Margin notes on the exchange fluctuation theorem for transferred charge

[1] Beside "consider a conductor between reservoirs". Five premises are used.
(P1) H = H₀ + H₁ with H₀ = Σ_r H_r. H₁ holds the conductor (M orbitals, d states) and all couplings. It is time-independent, conserves the electron number, and contains finitely many terms with at most two lead operators each.
(P2) The leads are non-interacting, with one-particle energies inside [−w, w].
(P3) The initial state is ρ₀ = exp(−φ)/Ξ ⊗ 1/d, with φ = Σ_r β_r(H_r − μ_r N_r) and β_r = 1/kT_r.
(P4) An antiunitary Θ exists with ΘH_r(B)Θ⁻¹ = H_r(−B), ΘH₁(B)Θ⁻¹ = H₁(−B), ΘN_rΘ⁻¹ = N_r.
(P5) All H_r and N_r are measured projectively at times 0 and t. The lead size goes to infinity first, t afterwards.
Conventions: Δ is the gain of a reservoir; e > 0; eV ≡ μ_L − μ_R, so for V > 0 the left lead is the electrically negative one; n = ΔN_R counts electrons from L to R; A = eV/kT.

[2] Beside "microreversibility gives". Let Π_a project on the joint outcome a and let U = exp(−iHt/ħ). On the range of Π_a the state ρ₀ is the number exp(−φ_a)/(Ξd), so
P(a→b; B) = exp(−φ_a)/(Ξd) · Tr[Π_b U Π_a U†].   (1)
Three facts about Θ enter; primes mark the field −B. ΘΠ_aΘ⁻¹ = Π'_a, with the same eigenvalues and hence the same Ξ. ΘUΘ⁻¹ = U'†, because Θ turns i into −i. Tr[ΘYΘ⁻¹] = (Tr Y)*. The trace in (1) is real, so it equals Tr[Π'_b U'† Π'_a U'] = Tr[Π'_a U' Π'_b U'†], the trace that belongs to b→a at −B. Therefore P(a→b; B) = exp(φ_b − φ_a) P(b→a; −B). The exponent depends only on x = {ΔE_r, ΔN_r}. Summing over all pairs with given x,
P(x; B) = exp(σ) P(−x; −B),  σ = Σ_r β_r(ΔE_r − μ_r ΔN_r),   (2)
and summing exp(−σ)P(x; B) over x gives ⟨exp(−σ)⟩ = 1. Both hold at every t and for any interaction inside H₁. They concern the joint distribution of all transfers, not yet that of n.

[3] Beside the unstated initial state of the conductor. P(x) is linear and positive in the conductor state ρ_S. If its eigenvalues lie in [p_min, p_max] with p_min > 0, then d p_min P(x) ≤ P(x | ρ_S) ≤ d p_max P(x). The factors do not depend on t and drop out of every growth rate below.

[4] Beside "by energy conservation". Put D_N = Σ_r ΔN_r and D_E = Σ_r ΔE_r. For two leads at one temperature ΔN_L = D_N − n, and (2) has
σ = nA + D,  D = βD_E − βμ_L D_N.   (3)
D must be shown harmless. U conserves the total number and the conductor holds 0 to M electrons, so |D_N| ≤ M strictly. D_E has no such bound, since eigenstates of H₀ are not eigenstates of H, but its exponential moments are bounded. With W = exp(λH₀) exp(−λH) and [H, U] = 0,
⟨exp(λD_E)⟩ = Tr[ρ₀ U† exp(λH₀) U exp(−λH₀)] = Tr[ρ₀ U† W U W⁻¹] ≤ ‖W‖ ‖W⁻¹‖.
Differentiation gives dW/dλ = −H₁(λ)W and dW⁻¹/dλ = W⁻¹H₁(λ), with H₁(λ) = exp(λH₀)H₁exp(−λH₀), so each norm is at most exp of the integral of ‖H₁(λ')‖ between 0 and λ. By (P2) a lead operator grows under this map by at most exp(|λ|w), and by (P1) ‖H₁(λ)‖ ≤ v exp(2|λ|w) with v independent of the lead size. Hence ⟨exp(κD)⟩ ≤ C(κ) < ∞ for every real κ, uniformly in t and size.

[5] Beside "at long times". Define F(s; B) = lim (1/t) ln⟨exp(−sn)⟩_B and assume it exists and is finite for real s; it is then convex and continuous. Insert (2) and (3) and relabel x → −x:
⟨exp(−sn)⟩_B = ⟨exp(−(A − s)n − D)⟩_{−B}.   (4)
Let G(s') be the growth rate of ⟨exp(−s'n − D)⟩, and 1/p + 1/q = 1 with p > 1. Hölder's inequality gives
⟨exp(−s'n − D)⟩ ≤ ⟨exp(−ps'n)⟩^(1/p) C(−q)^(1/q), so G(s') ≤ F(ps')/p.
Applied to exp(−s'n/p) = exp(−(s'n + D)/p) · exp(D/p) it gives
⟨exp(−s'n/p)⟩ ≤ ⟨exp(−s'n − D)⟩^(1/p) C(q/p)^(1/q), so G(s') ≥ pF(s'/p).
For p → 1 both bounds tend to F(s'). Equation (4) becomes
F(s; B) = F(A − s; −B).   (5)
With Z(χ) = ⟨exp(iχn)⟩ one has s = −iχ, and s → A − s is χ → −χ + iA. The statement Z(χ; B) = Z(−χ + i eV/kT; −B) is thus an equality of the growth rates of ln Z, proved on the imaginary χ axis and continued wherever F is analytic.

[6] Beside the ratio of probabilities. If F is differentiable, P(n ≈ jt) falls as exp(−tI(j)) with I(j) = sup_s[−sj − F(s)] (Gärtner-Ellis theorem). Using (5) and s = A − s',
I(−j; −B) = sup_s'[(A − s')j − F(s'; B)] = Aj + I(j; B).
So ln[P(n; B)/P(−n; −B)] = n eV/kT + o(t) for n = jt. At s = A, (5) gives F(A; B) = F(0; −B) = 0. This says that ⟨exp(−nA)⟩ neither grows nor decays exponentially. It does not say that it tends to 1; note 14 has a case where the limit is 5.24. Exact unity belongs to σ.

[7] Beside "relations between cumulants follow". With cumulant rates c_k(A, B), F(A) = Σ_k (−A)^k c_k/k! = 0 holds at each B without reversal. Expand in A, primes now being A-derivatives at A = 0. Order A: c₁ = 0. Order A²: c₂ = 2c₁', the Nyquist relation. Order A³: c₃ = 3(c₂' − c₁''). At A = 0, (5) makes c₃ odd in B, so c₂' = c₁'' is guaranteed only at B = 0.

[8] Beside "for several terminals". Eliminate a reference reservoir 0 through ΔE₀ = D_E − Σ_{r≠0} ΔE_r and likewise for N:
σ = Σ_{r≠0} [(β_r − β₀)ΔE_r + (β₀μ₀ − β_rμ_r)ΔN_r] + β₀D_E − β₀μ₀D_N.   (6)
The last two terms are of the kind bounded in note 4, and note 5 goes through with s a vector: F(s; B) = F(𝒜 − s; −B), 𝒜 being the brackets in (6). A shift of the energy zero by ε sends ΔE_r to ΔE_r + εΔN_r and μ_r to μ_r + ε and leaves (2) unchanged. Circuits that exchange no electrons each have their own D_N and their own reference μ.

[9] Beside "the detector". A point contact with source s and drain d senses the dot charge. All four leads are at T. It passes m electrons, with u = μ_s − μ_d = eV_d and A_d = u/kT. By (6), σ = nA + mA_d up to boundary terms. Only n is recorded. Summing P(−n, −m; −B) = P(n, m; B) exp(−nA − mA_d) over m,
P(n; B)/P(−n; −B) = exp(nA) / ⟨exp(−mA_d)⟩_n,   (7)
with the average conditional on n. The theorem protects F(s, s_d), whereas the recorded statistics is F(s, 0), whose mirror image F(A − s, A_d) lies off the line s_d = 0. A symmetry of the marginal needs a further reason.

[10] Beside "back-action". Take B = 0, spinless electrons and three charge states 0, L, R. In the one-electron space H_dot = (ε/2)σ_z + γσ_x with σ_z = n_L − n_R, plus a constant. For γ ≪ |ε| the eigenstates are nearly localised; E = E_L − E_R is their signed splitting, E² = ε² + 4γ². The contact has H_Q = (t̄ + τσ_z)X, with X the hopping between s and d, real amplitudes and densities of states ν_s, ν_d. Put α = 4π²τ²ν_sν_d, so the transmissions are (√𝒯 ± √α)² with 𝒯 = 4π²t̄²ν_sν_d. Between the eigenstates σ_z has the element sin θ = 2γ/|E|. When the dot hands the energy E to an electron crossing from s to d, the golden rule needs
∫dε' f_s(ε')[1 − f_d(ε' + E)] = g(E + u),  g(x) = x/(1 − exp(−βx)),
and g(E − u) for d to s. The prefactor is (2π/ħ)τ² sin²θ ν_sν_d = α sin²θ/h ≡ a. Any bath in equilibrium at T gives rates in the ratio exp(βE), which can be written b g(±E). The interdot rates are k₂ = Γ(E) for L→R and k₂' = Γ(−E), with
Γ(E) = a[g(E + u) + g(E − u)] + b g(E).   (8)
At larger transmission the contact also scatters within one lead. That channel goes as g(E) and is absorbed in b, while a is renormalised. The lead rates are k₁ (0→L), k₁' (L→0), k₃ (R→0), k₃' (0→R), with Fermi factors such that k₁/k₁' = exp(βE₁), k₃/k₃' = exp(βE₃), E₁ = μ_L − E_L, E₃ = E_R − μ_R, E₁ + E + E₃ = eV.

[11] Beside "the model respects the theorem". In the tilted rate matrix the element R←L is exp(−s)[a g(E+u)exp(−s_d) + a g(E−u)exp(s_d) + b g(E)], and L←R is exp(s)[a g(u−E)exp(−s_d) + a g(−E−u)exp(s_d) + b g(−E)]. Under s → A − s, s_d → A_d − s_d the identity g(x) = exp(βx)g(−x) turns L←R into exp(A − βE) times R←L, and R←L into the inverse factor times L←R. Their product is invariant. Since k₁k₃/(k₁'k₃') = exp(A − βE), the forward and backward cycle products are exchanged. Elastic detector events add diagonal terms ∝ g(u)(exp(−s_d) − 1) + g(−u)(exp(s_d) − 1), which are invariant too and vanish at s_d = 0. The characteristic polynomial is built from these pieces only, so F(s, s_d) = F(A − s, A_d − s_d).

[12] Beside "an effective temperature restores it". At s_d = 0 the determinant of the 3×3 matrix W(s) expands to
det(λ − W(s)) = λ³ + p₂λ² + p₁λ − K₊(exp(−s) − 1) − K₋(exp(s) − 1),   (9)
with K₊ = k₁k₂k₃, K₋ = k₁'k₂'k₃', p₂ the sum of the six rates and p₁ the sum of the principal 2×2 minors, in which s cancels. F(s, 0) is the root with the largest real part. The combination K₊exp(−s) + K₋exp(s) is invariant under s → A_eff − s with
A_eff = ln(K₊/K₋) = A − E(1/kT − 1/kT*),  kT* ≡ E/ln[Γ(E)/Γ(−E)].   (10)
So the marginal does obey (5), with A_eff in place of A. The further reason asked for in note 9 is that the graph of charge states has a single cycle. With two cycles of unequal ln(K₊/K₋) no single shift works in general. A spin factor 2 would multiply k₁ and k₃' alike and cancel in (10).
The link temperature obeys T < T* < ∞ for a, u > 0. It is even in E, so take E > 0. From g(x) − g(−x) = x, Γ(E) − Γ(−E) = (2a + b)E > 0, hence T* is finite and positive. T* > T requires Γ(−E) > exp(−βE)Γ(E). The b terms balance, and the a terms reduce to (exp(βu) − 1)g(E − u) > (1 − exp(−βu))g(E + u), that is exp(βu)g(E − u) > g(E + u). Write g(x) = exp(βx/2) y(x) with y(x) = x/(2 sinh(βx/2)), even and decreasing in |x|. The condition becomes y(E − u) > y(E + u), true because |E − u| < E + u. For b = 0 and kT ≪ u − |E|, kT* = E/ln[(u + E)/(u − E)], which tends to u/2 for |E| ≪ u.

[13] Beside "T_eff". Define eV/kT_eff ≡ A_eff. If link i releases E_i and has temperature T_i*, then 1/T_eff = Σ_i (E_i/eV)(1/T_i*). The weights sum to one but can be negative. T_eff is independent of V and of the gates only if all links share one T*. In (10), E > 0 gives A_eff < A, E < 0 gives A_eff > A and T_eff < T although the link is hot, and at V = 0 a current flows, since A_eff ≠ 0. The current stalls at eV = E(1 − T/T*). Expanding (9) with F = −c₁s + c₂s²/2 gives
c₁ = (K₊ − K₋)/p₁,  c₂ = (K₊ + K₋ − 2p₂c₁²)/p₁.   (11)
A Gaussian fit to P(n) yields the slope 2c₁/c₂. This differs from A_eff because Σ_k (−A_eff)^k c_k/k! = 0 involves all cumulants.

[14] Beside "⟨exp(−nA)⟩ = 1", again. One checks element by element that W(A_eff) = ΛW(0)ᵀΛ⁻¹ with Λ = diag(1, k₁/k₁', k₃'/k₃). As t → ∞, exp(W(0)ᵀt) tends to the matrix whose rows all equal the stationary π. For a stationary start, with n counted at the interdot link,
⟨exp(−nA_eff)⟩ → (Σ_i Λ_i)(Σ_j π_j²/Λ_j),   (12)
a constant that is in general not 1 and equals 5.24 in note 16.

[15] Range of validity. Equation (2) needs (P3) to (P5) only. Equation (5) needs in addition the bound of note 4 and a finite F. For bosonic baths H₁ is unbounded, and that bound becomes an assumption. Time-dependent driving requires the reversed protocol and adds the work to the energy balance. Magnetisations must be reversed along with B. Every reservoir that exchanges energy must appear in (6). Equations (8) to (12) need more.
(a) Weak measurement. The coupling τσ_zX dephases L against R at Γ_φ = 2α[g(u) + g(−u)]/h, and ħΓ_φ ≪ kT, |E| is required, as is ħk_i ≪ kT, |E| for all rates.
(b) One cycle. Each eigenstate has weight sin²(θ/2) on the far dot, which opens direct cycles of affinity A at that relative rate.
(c) Unheated lead links. Writing the a part of (8) as (2π/ħ)γ²P(E) gives P(E) = α[g(E+u) + g(E−u)]/(π²E²). On a lead link σ_z changes by 1 instead of 2, so P is a quarter of this. The detector then supplies an energy above E_i with probability of order αu/(4π²E_i) for E_i ≪ u, to be compared with the thermal uphill factor f_i = 1/(exp(βE_i) + 1). This condition fails first as E_i/kT grows.
(d) The detector resolves every dwell. A missed dwell in L turns 0→L→R into an apparent 0→R, which looks like entry from the other lead.
(e) t exceeds the relaxation time set by the other two roots of (9).

[16] Illustration. Illustrative inputs, of sizes typical for real-time counting: T = 100 mK, V = 60 μV, V_d = 300 μV, E = 30 μeV, E₁ = E₃ = 15 μeV, γ = 0.3 μeV, α = 10⁻⁴, 𝒯 = 0.1, b = 10a, and bare lead rates Γ_L = Γ_R = 5 ms⁻¹. Results come from unrounded intermediates, and fourth figures serve the arithmetic only.
kT = 8.617 μeV, A = 6.96, A_d = 34.8, βE = 3.48.
g(E) = 30.95 μeV, g(−E) = 0.952 μeV; g(u ± E) = 330 and 270 μeV, g(−u ± E) negligible.
Γ(E)/a = 639.5 μeV, Γ(−E)/a = 279.5 μeV, logarithm of the ratio 0.828, kT* = 36.2 μeV, T* = 421 mK. For b = 0, T* = 1.73 K, against u/2k = 1.74 K.
A_eff = 4.31, lower than A by 2.65, so T_eff = 162 mK. The stall bias is 22.9 μV.
sin²θ = 4.0×10⁻⁴, a = 9.67 s⁻¹ per μeV, f₁ = f₃ = 0.149. In ms⁻¹: k₁ = k₃ = 4.254, k₁' = k₃' = 0.746, k₂ = 6.185, k₂' = 2.704.
p₂ = 18.89 ms⁻¹, p₁ = 94.6 ms⁻², K₊ = 111.9 ms⁻³, K₋ = 1.505 ms⁻³.
By (11), c₁ = 1.17 ms⁻¹ (0.187 fA) and c₂ = 0.655 ms⁻¹. The Gaussian slope is 3.56 and would be read as 195 mK.
With the true A in the exponent, (9) at s = A has the root 6.03 ms⁻¹: ⟨exp(−nA)⟩ grows exponentially once m is left out. With A_eff it saturates: π = (0.333, 0.334, 0.333), Λ = (1, 5.70, 0.175), and (12) gives 5.24.
For E = −30 μeV at the same V, with E₁ = E₃ = 45 μeV, A_eff = 9.6 and T_eff = 72 mK, below the bath.
Neglected terms: the transmissions differ by 4√(𝒯α) = 0.013; ħΓ_φ = 0.0095 μeV; sin²(θ/2) = 1×10⁻⁴; the ratio in (c) is 3×10⁻⁴ per link for E = 30 μeV and 3×10⁻³ for E = −30 μeV, far below the shift 2.65; the other roots of (9) at s = 0 have real part −p₂/2 = −9.4 ms⁻¹, so a few tenths of a millisecond count as long.
The same link at 421 mK thus appears as 162 mK, 195 mK or 72 mK depending on detuning and on the fit. These are the model's numbers. Its T_eff/T = 1.6 lies at the low end of what is typical for semiconductor double dots under detector bias, where apparent temperatures reach roughly ten times the bath value. The model heats one link by direct Coulomb coupling only and omits phonons emitted by the contact, so it can fall short by a factor of up to about 6.